## One valley and one summit between fcc and bcc titanium

Tetragonal deformation of fcc titanium (a = 4.060 Å, not relaxed at this level) along z at fixed volume, computed with Ansatz 0.2.0 (LDA, plane-wave PAW, scalar-relativistic, no spin polarisation). Cutoff 420 eV, 22×22×22 k mesh, Gaussian smearing of 0.15 eV. Energy changes are free energies relative to the fcc cell; pressure is positive in compression.

| axial ratio (over its starting value) | energy change (meV/atom) | pressure (GPa) |
| --- | --- | --- |
| 0.65 | 34.2 | -5.71 |
| 0.707 | 41.1 | -5.84 |
| 0.78 | 36.1 | -5.58 |
| 0.85 | 23.1 | -5.12 |
| 0.92 | 7.5 | -4.92 |
| 1 | 0.0 | -4.86 |
| 1.1 | 9.2 | -4.98 |
| 1.2 | 30.1 | -5.54 |
| 1.3 | 63.0 | -6.21 |
| 1.414 | 119.8 | -6.56 |

Squashing fcc titanium into bcc at fixed volume costs about 40 meV per atom. Stretching it by the same factor costs about three times as much. The axial ratio measures the length along one axis against the lengths across it, starting from 1 for fcc. As the ratio falls from 1, the energy climbs to a top at 0.707 and then drops again at 0.65. That last drop looks like an irregularity, but it shows that bcc is a summit of this path and not a second valley.

**Where the energy must turn**

The fcc crystal can also be drawn as a body-centred cell whose height is $\sqrt2$ times its base edge. Squashing it by a factor $\sqrt2$, to a ratio of 0.707, makes that cell a cube, and the crystal is then bcc. Stretching by the same factor makes the cell twice as tall as it is wide, which is no cube. The ratios 0.707 and 1.414 are the same factor away from fcc, but only the first gives a special shape.

Cubic symmetry fixes the slope of the energy at these special shapes. Let $r$ be the axial ratio, $E$ the energy and $V$ the volume of an atom. Let $P_{zz}$ and $P_{xx}$ be the stresses along and across the axis, positive in compression; the pressure column is their average over the three directions. At fixed volume the length along the axis grows as $r^{2/3}$ and the lengths across it shrink as $r^{-1/3}$, so the work done against the stresses gives

$$\frac{dE}{d\ln r}=\tfrac{2}{3}\,V\,(P_{xx}-P_{zz}).$$

In a cubic crystal the directions are equivalent, the two stresses are equal, and the slope vanishes. In the calculation they agree to a few thousandths of a GPa at 0.707, while at 1.414 they differ by more than 12 GPa.

The step from 0.78 to 0.85 shows the relation at work. The stress difference $P_{xx}-P_{zz}$ is −1.447 GPa at the first ratio and −2.829 GPa at the second, with a mean of −2.138 GPa. With $V=16.73$ Å³ and 1 eV/Å³ = 160.2 GPa,

$$\Delta E\approx\tfrac{2}{3}\times16.73\times\frac{-2.138}{160.2}\times\ln\frac{0.85}{0.78}\ \text{eV}\approx-13\ \text{meV},$$

which is also the change in the table. Summed from fcc to bcc, such steps give a height of 39 meV against the tabulated 41 meV. The largest miss of any step in the scan is 2 meV, between 1.3 and 1.414, where the energy rises by 57 meV. Stress and energy come from the same calculation, so the agreement confirms that the curve is consistent but not why it has this shape.

**Why bcc is the summit**

Symmetry makes the slope zero at bcc but leaves open whether the energy curves up or down there. The neighbouring rows decide it: the energy falls by 5 meV towards 0.78 and by 7 meV towards 0.65. A bcc cell held exactly cubic feels no stress that would change its shape, yet a small tetragonal distortion either way lowers its energy. For anyone running such calculations, a relaxation that keeps the cubic symmetry can thus end on a summit with every stress at zero.

Crowding of the atoms is a tempting explanation for the cost of bcc. On the way from fcc, eight of the twelve nearest contacts shorten by about 3 %, and they are at their shortest exactly in bcc. Stretching to a ratio of 1.1 shortens the other four contacts by slightly more, yet costs only 9 meV. The shortest contacts are almost equally long in the two cells, so their length alone cannot set the height of the summit. The remaining contacts differ too: in bcc the other four are about 12 % longer than in fcc.

The usual explanation lies in the filling of the d band. In bcc transition metals the density of d states has a deep dip near half filling, between bonding and antibonding states. A metal whose electrons fill the band up to that dip gains energy from the bcc arrangement, as tungsten does. Titanium has too few electrons to reach it, and close packing serves it better. By the same argument, a metal nearer half filling should have bcc below fcc. Band filling compares only these two heights, though. Whether the higher structure is a summit or a shallow second valley has to be read from its neighbours on the path.

The calculation offers only a weak hint that band filling is at work. Removing the artificial smearing of the electron levels raises bcc by 2.6 meV relative to fcc, and this correction grows with the number of states near the Fermi level. It thus fits a bcc crystal whose Fermi level lies outside the dip. The correction is slightly larger still at 0.78, however, so it does not single out bcc, and the band argument remains theory here.

**The two ends of the path**

Above 1 no second cubic shape interrupts the climb, and each step is steeper than the last. The stresses show how the crystal resists. Between fcc and 1.414 the tension along the axis grows from about 5 to 15 GPa, while the tension across it falls to about 2 GPa. At fixed volume it is the difference between the two that opposes the stretch. This fits the geometry, in which the eight slanted contacts are drawn out from 2.87 to 3.13 Å while the four flat ones are squeezed to 2.56 Å.

At the other end, the stresses at 0.65 still drive the crystal towards a flatter shape. The descent cannot go on for ever, because atoms stacked along the axis would eventually be pressed into one another. A second valley of this path must therefore lie below 0.65. Its depth is outside the scan, and it need not be stable against other kinds of distortion.

**What carries over to real titanium**

The negative pressures mean that every cell is larger than this calculation prefers. The LDA functional ran here on PAW datasets made for PBE, and the effect of that mismatch on the pressures and energies was not tested. The bcc cell is under about 1 GPa more tension than the fcc cell, so each percent taken off the volume lowers it by about 1 meV relative to fcc. If that rate held, even a contraction of 10 % would take only about 10 meV off the summit of 41 meV, and bcc would stay well above fcc.

The valley at fcc is the lowest point of this scan only. Cold titanium is hcp, a structure that stretching along one axis does not reach. Hot titanium really is bcc, although the calculation puts bcc on a summit: atomic vibrations stabilise it at high temperature, and they are absent from these energies. The curve therefore describes the static lattice and should not be read as a phase diagram.

The printed analysis below lists the contact lengths, the stress differences and the energy steps derived from them.

Numerical output:

```
Distances in angstrom:
    row  four flat contacts  eight slanted contacts  two along the axis
   0.65               3.314                   2.795               3.047
  0.707               3.223                   2.791               3.222
   0.78               3.119                   2.797                3.44
   0.85               3.031                   2.813               3.643
   0.92               2.952                   2.836                3.84
    1.0               2.871                   2.871                4.06
    1.1               2.781                   2.923               4.326
    1.2               2.702                   2.984               4.585
    1.3                2.63                   3.051               4.836
  1.414               2.558                   3.132               5.115
Stress and energy:
    row  Pxx less Pzz in GPa  energy step in meV  step from stress in meV  smearing correction in meV
   0.65                2.508                 n/a                      n/a                        2.76
  0.707                0.003                 6.9                    7.347                       2.619
   0.78               -1.447                  -5                   -4.939                       3.351
   0.85               -2.829                 -13                   -12.79                       2.858
   0.92                -2.42               -15.6                   -14.46                       1.059
    1.0                    0                -7.5                   -7.024                           0
    1.1                2.475                 9.2                    8.211                       1.373
    1.2                4.569                20.9                    21.33                       2.331
    1.3                7.523                32.9                    33.69                       1.836
  1.414                12.58                56.8                    58.81                       -0.56
Drop from bcc to ratio 0.65, meV/atom: 6.9
Drop from bcc to ratio 0.78, meV/atom: 5
Same drop to 0.65 with smearing removed, meV/atom: 6.759
Same drop to 0.78 with smearing removed, meV/atom: 4.268
Height of bcc above fcc summed from stresses, meV/atom: 39.21
Largest miss of a single step from stress, meV/atom: 2.015
Shortening of the eight slanted contacts from fcc to bcc, percent: 2.792
Shortening of the four flat contacts from fcc to 1.1, percent: 3.127
Shortening of the four flat contacts from fcc to 1.414, percent: 10.91
Energy of bcc over energy at 1.1, both above fcc, ratio: 4.467
Energy at 1.414 over energy of bcc, both above fcc, ratio: 2.915
Extra tension of bcc over fcc, GPa: 0.98
Lowering of bcc against fcc per 1 percent volume contraction, meV/atom: 1.023
```
